# GaSb at Γ: which bands sit next to the Fermi energy?

The table lists levels of GaSb from a PBE calculation without spin-orbit coupling. The question is what the first row holds. That row is Γ, the point where the orbitals of every unit cell are in phase.

Kohn-Sham levels of GaSb (F-43m, 2-atom cell) at points of a 6×6×6 k mesh, computed with ABINIT 10.8.3 using PBE and JTH PAW PBE v2.0 datasets, without spin polarisation or spin-orbit coupling. The plane-wave cutoff is 462.594 eV and the Fermi-Dirac smearing width is 0.05 eV. Levels are given relative to the Fermi energy and numbered outward from it.

```csv
point a (reciprocal cell vector),point b (reciprocal cell vector),point c (reciprocal cell vector),level under 4 (eV),level under 3 (eV),level under 2 (eV),level under 1 (eV),level over 1 (eV),level over 2 (eV)
0.0000,0.0000,0.0000,?,?,?,?,?,?
0.1667,0.0000,0.0000,-11.258,-2.765,-0.463,-0.463,0.948,3.265
0.3333,0.0000,0.0000,-10.507,-5.233,-1.006,-1.006,0.532,3.716
-0.1667,0.1667,0.0000,-10.810,-4.100,-2.118,-0.613,1.784,3.523
-0.3333,0.3333,0.0000,-9.339,-6.469,-3.767,-1.973,1.574,5.093
0.5000,0.5000,0.0000,-9.091,-6.862,-2.633,-2.633,0.853,1.198
-0.3333,0.5000,0.1667,-9.059,-6.764,-3.241,-3.065,2.506,2.778
```

"Level under 1" is the first level below the Fermi energy, which is the zero, and "level over 1" is the first above it. Points 2 and 3 lie on the line from Γ to L, and point 6 is X. In the known rows no level comes closer to zero than -0.463 eV from below and 0.532 eV from above. Yet the run reports a metal without a gap, so the closure must happen at Γ or at a mesh point outside this list.

## The picture

Carbon monoxide is a useful simpler system. The p orbitals of its two unlike atoms that stand across the bond combine into a bonding and an antibonding π level, and stronger coupling drives the two apart. In GaSb the p orbitals of Sb and Ga do the same. The analogy ends where the crystal has four bonds per atom, whose phases make the coupling depend on the point in the zone.

At Γ, symmetry makes the bonding p level threefold, and this is the usual valence top. The antibonding p level, also threefold, lies a few eV higher. Between them belongs a single s-like level, the usual conduction bottom.

## Estimate of the upper p level

On the line from Γ to L, three of the four bonds keep their phase and the fourth turns by θ = 2π × point a. With coupling between nearest neighbours only, the squared splitting of the p pair is then linear in cos θ. I take "level under 1" and "level over 2" at points 2 and 3 as this pair, which is an assumption for the upper member. Cos θ is ½ at point 2, -½ at point 3 and 1 at Γ, so each quantity is carried on by half a step:

- Splitting at point 2: 3.265 + 0.463 = 3.728 eV; at point 3: 3.716 + 1.006 = 4.722 eV.
- Splitting at Γ: √[3.728² - ½(4.722² - 3.728²)] = 3.11 eV.
- Sum of the pair: 2.802 eV at point 2 and 2.710 eV at point 3, hence 2.802 + ½ × 0.092 = 2.848 eV at Γ.
- Upper level: ½(2.848 + 3.11) = 2.98 eV. Lower level: ½(2.848 - 3.11) = -0.13 eV.

With nearest neighbours alone the sum would be constant; letting it vary linearly in cos θ, as coupling between like atoms would make it, is an added assumption. Points 2 and 3 fix the constants, so only Γ can test the result.

## A sharper value for the valence top

Electron counting places the lower p level better than this extrapolation does. The known levels at the other points are at least nine smearing widths from zero, so they are practically full or empty. If the unlisted points behave alike, Γ must hold three electrons per spin in four states: three p and one s-like.

Should the four states coincide, each is three-quarters full. The Fermi function with width w = 0.05 eV then puts them at -w ln 3 = -0.055 eV. An s-like level far below would move the p level only to -0.035 eV, and one exactly at zero would move it to -0.080 eV.

## Forecast

PBE is known to underestimate gaps, and in GaSb it should roughly close the gap. I therefore give about four in five to the s-like level lying below zero. It then takes a place among the four "under" levels and pushes the lowest of the four s-p valence bands off the list (the ten d bands of Ga and Sb lie deeper still). I leave the order of s and p open.

- Level under 1: -0.055 eV, range -0.14 to 0.
- Levels under 2 and under 3: equal, -0.055 eV, range -0.14 to -0.035.
- Level under 4: -0.055 eV, range -0.4 to -0.055.
- Levels over 1 and over 2: equal, 2.98 eV, range 2.75 to 3.2.

Otherwise the s-like level stays above zero. Level over 1 is then 0 to 0.1 eV, and level under 4 is the lowest s-p band, near -11.5 ± 0.15 eV. A model of coupled s orbitals, with three constants fitted by least squares to "level under 4" at the six known points, gives -11.6 eV, which is inside that range. It describes the shape of this one band only: the same constants would put the upper s level near -4.2 eV at Γ, far from the s-like level discussed above.

The withheld rows as computed:

```csv
point a (reciprocal cell vector),point b (reciprocal cell vector),point c (reciprocal cell vector),level under 4 (eV),level under 3 (eV),level under 2 (eV),level under 1 (eV),level over 1 (eV),level over 2 (eV)
0.0000,0.0000,0.0000,-0.062,-0.062,-0.062,-0.036,2.724,2.724
```

## What came out

The four levels under zero fall within their ranges. Three of them coincide at -0.062 eV, and a single one lies at -0.036 eV. The degeneracies identify them as the p level and the s-like level. "Level under 4" is thus a different band here than in the other rows, and its jump of about 11 eV is no dispersion. The lowest s-p band is off the list at Γ, so the estimate for it stays untested.

The s-like level lies 0.026 eV above the p level, which is the order of a semiconductor with a tiny gap. The metallic report comes from the smearing. Three p states can lose electrons but only one s-like state can take them up, so the Fermi energy must shift upward to keep the count, and here it passes the s-like level. The occupations confirm the balance: 3 × 0.776 + 0.673 = 3.00 electrons per spin. This rule is built into the calculation, so the agreement shows only that Γ carries practically all of the partial filling.

The two levels over zero are equal, as forecast, but they lie at 2.724 eV. The estimate was 0.26 eV too high, and the value falls just outside the range. The true splitting is 2.724 + 0.062 = 2.786 eV instead of 3.11 eV, and the sum of the pair is also lower than extrapolated. The sum runs 2.662, 2.802 and 2.710 eV from Γ to point 3: it rises and then falls, so it is not linear in cos θ. Coupling to the next like atoms would keep it linear and cannot be the whole cause. Mixing with orbitals left out of the two-level model, such as d, is a likely one. A wrong partner helps only at point 3: the true partner could only lie higher than "level over 2", and a higher level at point 2 would raise the estimate further. The table does not decide between these two causes.

## How far this carries

The s-like level reaches zero when it lies w ln 5, about 1.6 widths, above the p level. With the same levels and mesh, a width below 0.026/1.6 ≈ 0.016 eV should leave it above zero, and the list would then read as that of a semiconductor. A "metal" found with broad smearing therefore deserves a look at the levels themselves.

The 0.026 eV is fragile, and even its sign belongs to this cell. The run reports a pressure of about 2.2 GPa, so the cell is smaller than PBE would make it. Expansion is expected to lower the s-like level against the p level by more than 0.026 eV; at the relaxed volume the order should invert, and the missing gap would then not be the work of the smearing. Real GaSb has a gap of roughly 0.8 eV. Spin-orbit coupling, left out here, would raise the valence top by roughly 0.2 eV, enough to put it above the s-like level in PBE.
